**Question: how does diluting LaAlO₃ with SrTiO₃ shift the critical thickness?**

A film of (LaAlO₃)$_x$(SrTiO₃)$_{1-x}$ grows coherently on TiO₂-terminated SrTiO₃(001), starts with an AO plane and ends with a BO₂ plane. I read that charge transfer sets in at a thickness proportional to $1/x$. For $x=1$, $0.75$ and $0.5$ I want (a) the uncompensated field, (b) the critical thickness, (c) the charge transferred at 10 unit cells (u.c.), and (d) the place where the large permittivity of SrTiO₃ enters.

Measured for SrTiO₃ at room temperature, as compiled values: $a=3.905$ Å (Zhang 2017) and static permittivity $\varepsilon_s=310$ (Hong 2013).

Assumed, and the same for all $x$:

- static permittivity of the film $\varepsilon_r=24$, typical of LaAlO₃
- out-of-plane cell length $c=3.8$ Å
- $\Delta=3.3$ eV from the film's valence-band top up to the SrTiO₃ conduction-band bottom at zero field
- centroid depth of the electron gas $d=20$ Å

**Answer**

**Why the formula holds.** Let $z$ point from substrate to surface, with $e>0$. For random cation mixing the formal charges per in-plane cell are $3x+2(1-x)-2=+x$ on La$_x$Sr$_{1-x}$O and $3x+4(1-x)-4=-x$ on Al$_x$Ti$_{1-x}$O₂, in units of $e$. The substrate planes are neutral, so there is no field in the substrate. By Gauss's law the field is $xe/(a^2\varepsilon_0\varepsilon_r)$ along $+z$ over the half cell above each AO plane and zero over the other half. The cell average is

$$E_0=\frac{P_0}{\varepsilon_0\varepsilon_r},\qquad P_0=\frac{xe}{2a^2}.$$

This equals the field of a sheet $+P_0$ at the interface and $-P_0$ at the surface. The top BO₂ plane of an $N$-cell film lies $t=Nc$ above the last TiO₂ plane. The permittivity is the static one, since ionic relaxation does most of the screening.

The electron energy rises by $eE_0t$ toward the surface. Electrons leave the surface valence band (donor) for the Ti $3d$ conduction band (acceptor) once $eE_0t=\Delta$:

$$t_c=\frac{\varepsilon_0\varepsilon_r\Delta}{eP_0}=\frac{2a^2\varepsilon_0\varepsilon_r\Delta}{e^2x}.$$

So $t_c\propto1/x$ holds as long as $\varepsilon_r\Delta$ does not depend on $x$.

For $t>t_c$ a charge $-\sigma$ per area sits at the interface and $+\sigma$ at the surface, so $\varepsilon_0\varepsilon_rE=P_0-\sigma$. If filling the bands costs negligible energy, the voltage is pinned at $Et=\Delta/e$, and

$$\sigma(t)=P_0-\frac{\varepsilon_0\varepsilon_r\Delta}{et}=P_0\left(1-\frac{t_c}{t}\right).$$

**(a) Field.** With $a^2=15.25$ Å$^2$,

$$P_0=x\,\frac{1.602\times10^{-19}\ \text{C}}{2\times15.25\times10^{-20}\ \text{m}^2}=0.5253\,x\ \text{C/m}^2 .$$

With $\varepsilon_0\varepsilon_r=2.125\times10^{-10}$ F/m this gives $E_0=2.47\times10^{9}\,x$ V/m $=0.247\,x$ V/Å. Extra digits in intermediate values only guard against rounding.

**(b) Critical thickness.**

$$t_c=\frac{2.125\times10^{-10}\ \text{F/m}\times3.3\ \text{V}}{0.5253\,x\ \text{C/m}^2}=\frac{13.3\ \text{Å}}{x},\qquad N_c=\frac{t_c}{c}=\frac{3.5}{x}\ \text{u.c.}$$

| $x$ | $P_0$ (C/m²) | $E_0$ (V/Å) | $E_0c$ (V/u.c.) | $t_c$ (Å) | $N_c$ (u.c.) |
|---|---|---|---|---|---|
| 1 | 0.525 | 0.247 | 0.94 | 13.3 | 3.5 |
| 0.75 | 0.394 | 0.185 | 0.70 | 17.8 | 4.7 |
| 0.5 | 0.263 | 0.124 | 0.47 | 26.7 | 7.0 |

In whole cells the model first transfers charge at 4 u.c. for $x=1$ and at 5 u.c. for $x=0.75$. For $x=0.5$ the value sits on an integer, and a change of one per cent in $\varepsilon_r\Delta$ decides between 7 and 8 u.c.

**(c) Charge at 10 u.c.** Here $t=38$ Å. All three films are above threshold and share the residual field $\Delta/(et)=0.087$ V/Å. The subtracted term is also independent of $x$:

$$\frac{\varepsilon_0\varepsilon_r\Delta}{et}=\frac{2.125\times10^{-10}\ \text{F/m}\times3.3\ \text{V}}{38\times10^{-10}\ \text{m}}=0.1845\ \text{C/m}^2 .$$

Thus $\sigma=(0.5253\,x-0.1845)$ C/m², and a 10 u.c. film stays uncompensated for $x<0.35$.

| $x$ | $\sigma$ (C/m²) | $\sigma a^2/e$ (electrons per cell) | $n_s=\sigma/e$ ($10^{14}$ cm⁻²) |
|---|---|---|---|
| 1 | 0.34 | 0.32 | 2.1 |
| 0.75 | 0.21 | 0.20 | 1.3 |
| 0.5 | 0.078 | 0.074 | 0.49 |

For $t\to\infty$ the transfer saturates at $x/2$ electrons per cell, or $3.28\times10^{14}\,x$ cm⁻².

**(d) Where $\varepsilon_s$ enters.** It does not enter $t_c$, because the substrate is field-free until charge arrives. Inserting 310 in place of $\varepsilon_r$ would give $t_c=172$ Å for $x=1$, which screens the field with the wrong material.

Above threshold the electrons spread to a mean depth $d$. For a linear dielectric the conduction band at the interface then lies $\mu=e\sigma d/(\varepsilon_0\varepsilon_s)$ below its value deep in the substrate. The Fermi level lies near that deep band edge, so pinning becomes $eEt\approx\Delta+\mu$. Solving for $\sigma$,

$$\sigma=\frac{P_0\,(1-t_c/t)}{1+\varepsilon_rd/(\varepsilon_st)},\qquad\frac{\varepsilon_rd}{\varepsilon_st}=\frac{24\times20\ \text{Å}}{310\times38\ \text{Å}}=0.041 .$$

This lowers $\sigma$ by 4 % for every $x$, with $\mu=0.24$ eV at $x=1$. The field on the SrTiO₃ side is then $\sigma/(\varepsilon_0\varepsilon_s)=1.2\times10^{8}$ V/m, strong enough to reduce the permittivity below its small-field value. An assumed effective $\varepsilon_s=100$ raises the reduction to 11 %. The filling energy of the surface holes acts in the same direction and also vanishes at $t_c$.

**The weak assumption.** A constant $\varepsilon_r$ matters more than the correction in (d). A Ti-rich alloy is expected to be more polarizable than LaAlO₃. An assumed $\varepsilon_r=30$ at $x=0.5$ moves $N_c$ from 7.0 to 8.8 u.c. and cuts $\sigma$ at 10 u.c. from 0.078 to 0.032 C/m². The general statement is $t_c\propto\varepsilon_r(x)\Delta(x)/x$. If a dense surface defect level supplies the electrons instead of the valence band, the formulas keep their form with another $\Delta$.

All these numbers are the model's, resting on the assumed $\varepsilon_r$, $\Delta$ and $c$. Its $n_s$ counts all transferred charge, trapped or mobile. Mobile sheet densities at LaAlO₃/SrTiO₃ are typically a few $10^{13}$ cm⁻² and depend weakly on thickness, so $2.1\times10^{14}$ cm⁻², read as a carrier density, is too high by roughly a factor of five to ten.